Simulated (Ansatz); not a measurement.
## How methods differ on Cl2 (SMILES ClCl)

The species is Cl2 (2 atoms), meant as a singlet with charge 0. As SMILES, `ClCl`. Geometry: optimised at PBE0/def2-SVP.

| atom | x (Å) | y (Å) | z (Å) |
| --- | --- | --- | --- |
| Cl | 0.8640 | -0.2877 | 0.4430 |
| Cl | -0.8640 | 0.2877 | -0.4430 |

Quantity: the atomisation enthalpy at 298 K, in kJ/mol. The values are calculated. The thermal term (zero-point and 298 K enthalpy, harmonic and unscaled) is that of PBE0-D4/def2-TZVP; the spin-orbit lowering of the free atoms at 298 K, 6.9 kJ/mol by their spectra, is taken off.

(1) The value from experiment is 243 kJ/mol (Active Thermochemical Tables). From what is known of these methods, estimate their order from the nearest to it to the farthest.
A. PBE0-D4/def2-TZVPP (Ansatz)
B. B3LYP/def2-TZVPP (Ansatz)
C. PBE/def2-TZVPP (Ansatz)
D. RPA@PBE/def2-TZVPP (Ansatz)
E. SVWN5/def2-TZVPP (Ansatz)

## Answers

(1) A (242 kJ/mol, -1), B (224 kJ/mol, -19), C (267 kJ/mol, +24), D (176 kJ/mol, -67), E (338 kJ/mol, +95).

The errors run from strong overbinding in SVWN5 (+95 kJ/mol) to marked underbinding in RPA@PBE (-67 kJ/mol). The local density approximation favours the smoother density of the molecule over that of the free atoms. Gradient corrections in PBE remove most of this excess, and the exact exchange in PBE0 removes nearly all the rest. The exact-exchange fraction alone doesn't set the order, however: B3LYP contains less of it than PBE0 yet binds more weakly, so its different semilocal exchange and correlation must matter too.

RPA describes long-range correlation well but short-range correlation poorly, and that error doesn't cancel when the σ electron pair is split between two atoms. Its deficit here is larger than is usual for RPA near the basis-set limit. Slow convergence of the correlation energy in a triple-zeta basis is the probable cause of the excess, so the full error shouldn't be assigned to RPA itself. The close agreement of PBE0 for a single σ bond may partly reflect error cancellation and doesn't establish similar accuracy for multiple bonds.
